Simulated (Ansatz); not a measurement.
A ladder of methods for BH2 (boron dihydride)

BH2: 3 atoms, total charge 0, spin state doublet. SMILES: `[BH2]`. Geometry: optimised at PBE0/def2-SVP.

```xyz
3

B     0.2695   -0.1705    0.1319
H     0.2942    1.0258    0.2732
H    -0.5637   -0.8553   -0.4051
```

Quantity: the adiabatic ionisation energy (to the singlet cation, shapes relaxed at PBE0/def2-SVP, no zero-point term), in eV. The values are calculated.

```json
{"level": "UBLYP/def2-TZVPP", "kind": "GGA", "program": "Ansatz", "value (eV)": "8.22", "less CCSD(T)/def2-TZVPP": "+0.10"}
{"level": "UPBE/def2-TZVPP", "kind": "GGA", "program": "Ansatz", "value (eV)": "8.38", "less CCSD(T)/def2-TZVPP": "+0.26"}
{"level": "U-r2SCAN/def2-TZVPP", "kind": "meta-GGA", "program": "Ansatz", "value (eV)": "8.47", "less CCSD(T)/def2-TZVPP": "+0.35"}
{"level": "UB3LYP/def2-TZVPP", "kind": "global hybrid", "program": "Ansatz", "value (eV)": "8.35", "less CCSD(T)/def2-TZVPP": "+0.23"}
{"level": "U-wB97M-V/def2-TZVPP", "kind": "range-separated hybrid", "program": "Ansatz", "value (eV)": "8.08", "less CCSD(T)/def2-TZVPP": "-0.04"}
{"level": "UB2PLYP/def2-TZVPP", "kind": "double hybrid", "program": "Ansatz", "value (eV)": "8.16", "less CCSD(T)/def2-TZVPP": "+0.04"}
{"level": "UMP2/def2-TZVPP", "kind": "perturbation theory", "program": "Ansatz", "value (eV)": "8.04", "less CCSD(T)/def2-TZVPP": "-0.08"}
{"level": "UCCSD(T)/def2-TZVPP", "kind": "coupled cluster or CI", "program": "Ansatz", "value (eV)": "8.12", "less CCSD(T)/def2-TZVPP": "0.00"}
```

Differences are taken from UCCSD(T)/def2-TZVPP for orientation; it has basis-set and higher-order errors of its own. The values span 8.04 to 8.47 eV.

Ionisation removes the unpaired electron from the in-plane a1 orbital, a largely non-bonding boron hybrid with s character. That s character favours a bent radical; once the orbital is empty, the cation becomes linear, like isoelectronic BeH2. The adiabatic energy therefore combines electron detachment with substantial relaxation along the bend.

All the density functionals except ωB97M-V lie above coupled cluster, but the error doesn't shrink steadily up the ladder. r2SCAN gives the highest value, 8.47 eV, above both GGAs, and B3LYP lies further from the reference than BLYP. Exact exchange alone is thus no guarantee of improvement here; the balance between exchange and correlation in the two charge states probably matters more. MP2 falls slightly low, which suggests that it recovers too little of the extra correlation between the odd electron and the B–H bonding pairs.

The close agreement of ωB97M-V and B2PLYP with coupled cluster supports their use for this ionisation, but not a general ranking. Because the equilibrium shapes differ so much, the adiabatic energy shouldn't be equated with the strongest photoelectron feature.
